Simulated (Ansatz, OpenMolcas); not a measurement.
## A small benchmark: atomisation enthalpy at 298 K

10 molecules of light elements (H to F); the atomisation enthalpy at 298 K in kJ/mol, computed less measured. Shapes, held fixed at every level: PBE0-D4/def2-TZVP. Flexible molecules stand in one conformer, not always the lowest. Thermal terms are harmonic and unscaled (PBE0-D4/def2-TZVP); the spin-orbit lowering of the free atoms is taken from their spectra. Programs: Ansatz 0.2.0, OpenMolcas 26.06. Measured values: Active Thermochemical Tables, CRC Handbook of Chemistry and Physics, NIST-JANAF tables.

Levels: A = BLYP/cc-pVDZ; B = PBE-D4/def2-TZVPP; C = wB97X-V/def2-TZVPP.

```csv
molecule,from tabulated heats,A,B,C
C2F3N (SMILES N#CC(F)(F)F),2640,+34,+177,+9
"C2H3F3 (1,1,1-trifluoroethane)",3070,-26,+116,+15
C2H6O (ethanol),3226,-93,+52,-6
C3H6 (propene),3438,-91,+63,-9
CH6N2 (methylhydrazine),2875,-56,+82,+17
C2H7N (ethanamine),3480,-91,+64,+7
C2H7N (SMILES CNC),3448,-84,+65,+8
C3H7F (2-fluoropropane),4049,-87,+93,+20
C3H8O (1-propanol),4399,-131,+73,-5
C3H8O2 (dimethoxymethane),4742,-104,+111,+5
```

(1) Which level does best on this set, which worst, and which err to one side?

## Answers

(1) 
| level | kind | mean error | mean absolute error | worst case |
| --- | --- | --- | --- | --- |
| BLYP/cc-pVDZ | GGA | -72.9 | 79.7 | C3H8O |
| PBE-D4/def2-TZVPP | GGA | +89.6 | 89.6 | C2F3N |
| wB97X-V/def2-TZVPP | range-separated hybrid | +6.1 | 10.1 | C3H7F |

On this set wB97X-V/def2-TZVPP has the smallest mean absolute error and PBE-D4/def2-TZVPP the largest. Without C2F3N the largest would be that of BLYP/cc-pVDZ. BLYP/cc-pVDZ is too low in 9 of 10; PBE-D4/def2-TZVPP is too high in 10 of 10; wB97X-V/def2-TZVPP is too high in 7 of 10. The heats of C2F3N, C2H3F3 come from older tables and can be uncertain by 10 kJ/mol or more. Heats of the atoms come from ATcT where it has them. The levels differ in basis as well as in method. The tabulated value of C3H7F is in doubt (older tables, estimates, or at odds with other calculations) and kept here. Over the 9 molecules whose values aren't doubted the mean absolute errors are A 78.9; B 89.2; C 9.0. The set is small.

PBE overbinds every molecule, as it usually does: its semilocal exchange favours the bonded density over that of the separated, open-shell atoms. The excess tends to grow with the number of electronegative, lone-pair-bearing atoms, as from ethanol to dimethoxymethane, though propene, which has none, exceeds ethanol. The extreme error of C2F3N, with its triple bond and three C-F bonds, is far too large to blame on the reference value alone.

BLYP's deficit probably owes much to the double-zeta basis, which has too few polarisation functions to describe bonds as well as it describes free atoms. The functional's own tendency to underbind larger saturated molecules may add to it. The positive error for C2F3N then suggests partial cancellation rather than a better description.

Exact exchange and a parametrisation aimed partly at thermochemistry plausibly explain the small, mixed-sign residuals of wB97X-V. For the two C2H7N isomers, PBE's errors nearly coincide, so poor atomisation enthalpies needn't imply equally poor reaction enthalpies where similar bonds are conserved.
